# Correlation-consistent grouping as an equal-marginal-gain rule

**Rule.** Let the $k$-th shell of angular momentum $l$ lower the correlation energy by $(2l+1)\,g_{lk}$, where $g_{lk}>0$ is the gain per spherical function. Assume that gains add and fall with $k$. With $n_l$ shells per $l$ we maximise $G=\sum_l(2l+1)\sum_{k\le n_l}g_{lk}$ at fixed $M=\sum_l(2l+1)n_l$. For any $\lambda$ and any selection,

$$G=\lambda M+\sum_{\rm kept}(2l+1)(g_{lk}-\lambda)\le\lambda M+\sum_{\rm all}(2l+1)\max(g_{lk}-\lambda,0).$$

Keeping exactly the shells with $g_{lk}\ge\lambda$ reaches the bound, so that set is optimal for its own $M$. For continuous $n_l$ the condition on the energies $\varepsilon_l(n_l)$ is $d\varepsilon_l/dn_l=-\lambda(2l+1)$: equal gain per function. For integers it is a common threshold.

**Principal expansion.** Suppose $g_{lk}$ is a decreasing function of $n=l+k$ alone. The threshold then reads $n\le N$, so $n_l=N-l$. We count polarisation shells, $l>l_0$, where $l_0$ is the highest $l$ occupied in the correlated shell. Double zeta ($X=2$) has one shell with $l=l_0+1$, which fixes $N=X+l_0$:

$$n_l=X+l_0-l,\qquad M=\tfrac16X(X-1)(2X+6l_0+5).$$

The form $X-l$ is the hydrogen case. Shells with $l\le l_0$ are left out because they also serve the Hartree–Fock orbitals.

**Model numbers.** Take $g=A\,n^{-6}$, the large-$n$ law for two-electron atoms, assumed here for every $n$ and every atom. $A$ (in m$E_h$) cancels below. Level $n$ holds $w_n=n^2-(l_0+1)^2$ polarisation functions, so the recovered share of the polarisation energy is

$$f_X=\sum_{n=l_0+2}^{X+l_0}w_nn^{-6}\Big/\sum_{n=l_0+2}^{\infty}w_nn^{-6}.$$

The gap is the per-function gain of the last TZ level over the last QZ level, $[(l_0+4)/(l_0+3)]^6$. The spread is the largest over the smallest shell energy within the QZ level, $(2l_0+7)/(2l_0+3)$.

| Atom | $l_0$ | DZ; TZ; QZ | $M$ | $f_X$ (%) | gap | spread |
|---|---|---|---|---|---|---|
| H (in H$_2$) | 0 | 1p; 2p1d; 3p2d1f | 3, 11, 26 | 72, 89, 95 | 5.6 | 2.3 |
| O, Si | 1 | 1d; 2d1f; 3d2f1g | 5, 17, 38 | 53, 76, 86 | 3.8 | 1.8 |
| Cu, 3d correlated | 2 | 1f; 2f1g; 3f2g1h | 7, 23, 50 | 39, 63, 76 | 3.0 | 1.6 |

The sequences are those of the cc-pV$X$Z sets (Dunning 1989 for O, Balabanov and Peterson 2005 for Cu at TZ and QZ). The last three columns are the model's, not the atoms'.

**Trend.**

- *Cost.* $M$ grows by $X(X-1)$ per unit of $l_0$, since each shell gains two components.
- *Convergence.* Cu starts at $n=4$, where $n^{-6}$ is flatter than at $n=2$, so weight moves to later levels. In the model Cu at QZ reaches the share of O at TZ, with 50 functions against 17.
- *Robustness.* If real prefactors $A_l$ differ, a QZ shell overtakes a TZ shell once their ratio exceeds the gap. Cu has the least margin.
- *Per shell or per function.* Dunning grouped by energy per shell. Gap exceeds spread in every row, so both rankings put the TZ/QZ boundary in the same place.

**Unbalanced Cu sets.** With the same 50 functions 2f4g recovers 70 % in the model, and 7f (49 functions) 55 %, against 76 % for 3f2g1h.

**Limits.** The grouping holds for any decreasing $g(n)$, but the shares do not. An asymptotic law leaves the offset of $n$ open, and $g=A(n-\tfrac12)^{-6}$ lowers the missing Cu QZ share from 24 % to 18 %. The rule also sees only the atomic correlation energy. The tight d shell of cc-pV($X$+d)Z for Si, which already matters at the Hartree–Fock level in molecules, lies outside it.